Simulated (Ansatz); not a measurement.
# Au: pressure against volume scale

All results are calculated (Ansatz 0.2.0). Periodic Kohn-Sham DFT of a crystal at fixed atoms, scaled to volume_scale times the given cell; pressure positive in compression, energy less spherical unpolarised free atoms, largest_vzz the field gradient of largest size among the nuclei.

The cell before it is scaled or strained (space group P6_3/mmc, No. 194):
```
Au
1.0
      2.9000     0.0000     0.0000
     -1.4500     2.5115     0.0000
      0.0000     0.0000     4.8800
Au
2
Direct
  0.33333 0.66667 0.75000
  0.66667 0.33333 0.25000
```

Settings of every row: method all-electron PAW; functional PBEsol; relativity scalar; k mesh 14x14x8; filling fermi-dirac; smearing width 0.03 eV; nucleus gaussian.

Atom start moment: 0 on all atoms.

Limits: field gradient without spin-orbit coupling on heavy atoms; no gap: field gradients move with the k mesh; no spin-orbit coupling on heavy atoms.

| row | volume scale | V (Å³/atom) | pressure (GPa) | largest V_zz (1e21 V/m^2) |
| --- | --- | --- | --- | --- |
| 1 | 0.94 | 16.705 | 3.494 | 1.789 |
| 2 | 0.9405 | 16.714 | 3.393 | 1.784 |
| 3 | 0.96 | 17.061 | -0.3 | 1.602 |
| 4 | 0.98 | 17.416 | -3.591 | 1.415 |
| 5 | 0.99 | 17.594 | -5.051 | 1.304 |
| 6 | 1 | 17.771 | -6.394 | 1.178 |
| 7 | 1.01 | 17.949 | ? | ? |
| 8 | 1.02 | 18.127 | -8.818 | 0.954 |
| 9 | 1.04 | 18.482 | -10.958 | 0.795 |

Question: what pressure should row 7 give?

Worked fit of pressure. Take u = (V_r/V)^(2/3) − 1 with V_r = 17.505 Å³ an atom, which is twice the finite (Eulerian) strain; such expansions in the strain, on which the Birch-Murnaghan equation of state is built, carry the rest volume and the bulk modulus. The shown rows have u = 0.03168, 0.03131, 0.01728, 0.0034, -0.00338, -0.01, -0.02301, -0.03556. Least squares give pressure = −4.3192 + 217.93 × u + 898.76 × u² GPa; a straight line predicts inner rows, each left out in turn, worse (root mean square 0.45 against 0.029 GPa). The rows lie off it by 0.007, 0.008, -0.015, -0.023, -0.005, 0.015, 0.040, -0.026 (root mean square 0.021 GPa). The pressure vanishes at u = 0.0184, or V = 17.03 Å³ an atom, and there the bulk modulus at fixed shape and fractions is B = −V dP/dV = (2/3)(1 + u) dP/du = 170 GPa. Letting shape and atoms relax would as a rule lower it, by much in layered, chain or molecular crystals. The withheld row has u = -0.01656, so the fit gives −4.3192 + 217.93 × (-0.01656) + 898.76 × (-0.01656)² = -7.682 GPa.

The calculation gave -7.642 GPa. The fit lies 0.040 GPa (0.28 % of the column's range) below it; its largest miss of a shown row is 0.040 GPa.

The other values of row 7: largest V_zz 1.056 1e21 V/m^2.
